### Question

The table holds four planar group 13 centres, each bonded to hydrogen, an amino group and bromine, and a fifth molecule, ethynylindigane, in which indium carries two hydrogens and an ethynyl group. Each was calculated with a semilocal functional, B97M-V, and with a range-separated hybrid, wB97M-V, at the same geometry. The gap is the energy of the lowest empty orbital (LUMO) less that of the highest occupied one (HOMO).

Gas-phase group 13 molecules, calculated with Ansatz 0.2.0 in B97M-V and wB97M-V/def2-TZVPP at PBE0-D4/def2-TZVP geometries, with a def2 core potential on indium. In the frames (SMILES), * stands for the element in the next column. The gap is LUMO less HOMO energy; the atomization energy is free atoms minus molecule, electronic, with no zero-point or spin-orbit term.

```csv
formula,frame,*,Z,electronegativity,point group,mean bond of the marked atom (Å),valence electrons,"gap, B97M-V (eV)","gap, wB97M-V (eV)","gap, wB97M-V less B97M-V (eV)","atomization, B97M-V (kcal/mol)","atomization, wB97M-V less B97M-V (kcal/mol)"
BBrH3N,H*(N)Br,B,5,2.040,Cs,1.500,18,6.53,12.22,5.69,502.8,1.58
AlBrH3N,H*(N)Br,Al,13,1.610,Cs,1.862,18,5.60,11.19,5.60,444.8,-1.95
BrGaH3N,H*(N)Br,Ga,31,1.810,Cs,1.880,18,5.21,10.92,5.72,408.0,-0.97
BrH3InN,H*(N)Br,In,49,1.780,C1,2.057,18,4.50,10.00,5.50,378.3,0.92
C2H3In,H*(H)C#C,In,49,1.780,C2v,1.841,14,4.11,9.51,5.40,475.9,-0.64
```

In wB97M-V the boron molecule has its HOMO at −10.27 eV and its LUMO at +1.95 eV. In ethynylindigane the two levels lie at −9.97 and −0.46 eV. Zero is the energy of an electron at rest far from the molecule.

(a) The two functionals give similar atomization energies but very different gaps. How can both be true, and what is wrong with the B97M-V gap?

(b) What does the positive LUMO of the boron molecule mean for its wB97M-V gap? Estimate an upper limit for the value in a much larger basis.

(c) From boron to indium the wB97M-V gap falls by 2.22 eV, and the shift between the functionals stays nearly constant. How far can these two regularities be trusted?

### Model answer

**(a) Good energies, wrong slopes.** The atomization energies of the two functionals differ by at most 1.95 kcal/mol, less than half a percent of the total. The smallest gap shift, 5.40 eV, amounts to about 125 kcal/mol. An atomization energy compares neutral molecules with neutral atoms. The gap in the table is a difference of two orbital energies, and a functional can be good at total energies and bad at these.

The reason becomes clear if the total energy is drawn against the number of electrons N, fractions included. In the exact theory the curve consists of straight pieces joined at whole numbers, with a slope of minus the ionization energy just below N and of minus the electron affinity just above it. For functionals of the two kinds used here, the HOMO and LUMO energies are the slopes of the functional's own curve on these two sides.

A semilocal functional can place the whole-number points well and still let the curve sag between them, because a fraction of an electron partly repels itself. At N the sagging curve is then too flat on the left and too steep on the right. The HOMO comes out too high, the LUMO too low, and the gap too small. Exact exchange at long range removes much of this self-repulsion and pulls the curve nearly straight.

The orbital levels move as this argument requires. In ethynylindigane, whose LUMO lies below zero in both functionals, the change from B97M-V to wB97M-V lowers the HOMO by 3.15 eV and raises the LUMO by 2.25 eV. A mere change in the zero of energy would have moved both the same way. The numbers thus show the gap opening from both sides; that B97M-V is the one in error at the HOMO follows from the theory of the slopes.

**(b) A level that belongs to the basis.** A positive LUMO describes an electron that would lower its energy by leaving the molecule. It stays only because the basis offers no orbitals far enough out. With wider and wider functions added, the calculation can build an empty orbital that hardly touches the neutral molecule, and its energy is close to zero. Since the LUMO is the lowest empty level that the basis can form, it must sink to about zero or below.

This gives a limit in three steps:

1. The gap is the LUMO energy less the HOMO energy.
2. In a sufficiently wide basis the LUMO energy is at most about zero.
3. If the HOMO, a compact and well-described orbital, hardly moves, the gap is at most minus the HOMO energy.

For the boron molecule the limit is 0 − (−10.27) = 10.27 eV, whereas the table has 12.22 eV. The difference of 1.95 eV is the height of the LUMO above zero, and it comes from the finite basis. The limit is also the ionization energy that this functional assigns to the molecule through its HOMO. That is sensible, for a molecule that binds no extra electron has a gap equal to its ionization energy.

**(c) Two regularities that cannot be trusted.** The LUMO is unbound in all four amino bromides, but by very different amounts: 1.95 eV with boron and only 0.2 eV with indium. These are the least amounts by which the basis inflates each gap, so it is likely to inflate them unequally. About 78 % of the fall in the wB97M-V gap comes from these unbound levels. The part that rests on occupied orbitals is the rise of the HOMO, 0.48 eV.

The constant shift fares no better. In the table it varies by only 0.22 eV among the four amino bromides, which invites the use of one correction for the whole series. Suppose that the B97M-V gaps, whose LUMOs are bound, stay where they are in a larger basis. The shift could then be at most 3.74 eV for boron, but up to 5.29 eV for indium.

### Remarks on the reasoning

**Two faults, and how to tell them apart.** Ethynylindigane serves as the control. Its LUMO is bound in both functionals, yet its gap still widens by 5.40 eV. The large shift therefore does not need an unbound LUMO; the change of functional is enough. As the only molecule of its kind here, it supports this one comparison and no trend.

**A limit is not a prediction.** The argument in (b) caps the gap and leaves open how far below the cap it ends. For boron, with its LUMO far above zero, the cap removes a large error. For the indium amino bromide it removes little, and wider functions may well turn that LUMO into a truly bound level. The converged gap could then fall by more than 0.48 eV along the series, so this figure should not replace 2.22 eV as the trend.

**What may remain of the chemistry.** In B97M-V the LUMO is bound in every row, and from boron to indium it falls by 1.35 eV, two thirds of the fall in that gap. A possible cause is the empty p orbital of the group 13 atom. The nitrogen lone pair pushes it up, and does so less as the bonds grow longer and the overlap weaker. The shapes of the orbitals were not examined, so this remains a conjecture. In the indium amino bromide the next empty level lies only 0.29 eV above the LUMO, and the LUMO need not be the same kind of orbital in every row. The last step also mixes two changes, because the nitrogen is pyramidal in the indium molecule and planar in the aluminium and gallium ones.

**Agreement is not accuracy.** Two functionals can share an error. Both sets of atomization energies omit spin–orbit coupling, which lowers the energy of the free heavy atoms. The indium atom alone would take roughly 4 kcal/mol off the value, and a bromine atom a similar amount. Either is more than the functionals differ by in any row. Bromine and gallium, which have no core potential here, were also treated without scalar relativity. The closeness of the two functionals shows that the choice between them matters little for this quantity, not that either value is right to 2 kcal/mol.

**A neighbouring case.** In a series of positive ions the extra charge would pull the empty levels down, well below zero. The fault in (b) would disappear, while the fault in (a) would remain, since a fraction of an electron repels itself in an ion too. For neutral molecules the order of checks is therefore simple: look first at the sign of the LUMO, then at the kind of exchange.

**For use in practice.** Neither the B97M-V gaps nor the wB97M-V gaps with a positive LUMO should be read as the cost of removing one electron and adding another. If the energy to remove an electron is wanted, it is safer to subtract the total energy of the molecule from that of its cation, because this uses whole-number points and no slope. Even the true gap, the ionization energy less the electron affinity, is not the energy at which the molecule absorbs light: there the excited electron stays close to the hole it left, and their attraction lowers the energy needed.

The output below lists the levels, the limit and the excess for each molecule.

Numerical output:

```
Orbital levels in eV:
      row  HOMO B97M-V  LUMO B97M-V  HOMO wB97M-V  LUMO wB97M-V
   BBrH3N       -7.139      -0.6049        -10.27         1.953
  AlBrH3N       -6.762       -1.167        -10.16         1.033
  BrGaH3N        -6.68       -1.474        -10.02        0.9037
  BrH3InN       -6.463        -1.96        -9.787         0.216
   C2H3In       -6.824       -2.711        -9.972        -0.457
From B97M-V to wB97M-V in eV:
      row  HOMO lowered by  LUMO raised by  ratio of gaps
   BBrH3N            3.127           2.558          1.871
  AlBrH3N            3.398             2.2          1.998
  BrGaH3N            3.341           2.378          2.096
  BrH3InN            3.324           2.176          2.222
   C2H3In            3.148           2.254          2.314
Ceiling on the wB97M-V gap in eV:
      row  ceiling  excess over ceiling  ceiling less B97M-V gap
   BBrH3N    10.27                1.954                    3.736
  AlBrH3N    10.16                 1.03                     4.56
  BrGaH3N    10.02                0.899                    4.811
  BrH3InN    9.787               0.2128                    5.287
   C2H3In    9.515            -0.004961                    5.405
Largest atomization difference between the functionals, kcal/mol: 1.95
Largest atomization difference, percent of the atomization energy: 0.4384
Smallest gap shift, kcal/mol: 124.5
Fall of the B97M-V gap from B to In, eV: 2.03
Part of that fall due to the LUMO, percent: 66.74
Fall of the wB97M-V gap from B to In, eV: 2.22
Part of that fall due to the LUMO, percent: 78.27
Fall of the ceiling from B to In, eV: 0.4791
Spread of the gap shift in the four H*(N)Br rows, eV: 0.22
Spread of ceiling less B97M-V gap in the same rows, eV: 1.551
Number of rows with an unbound LUMO in wB97M-V: 4
```
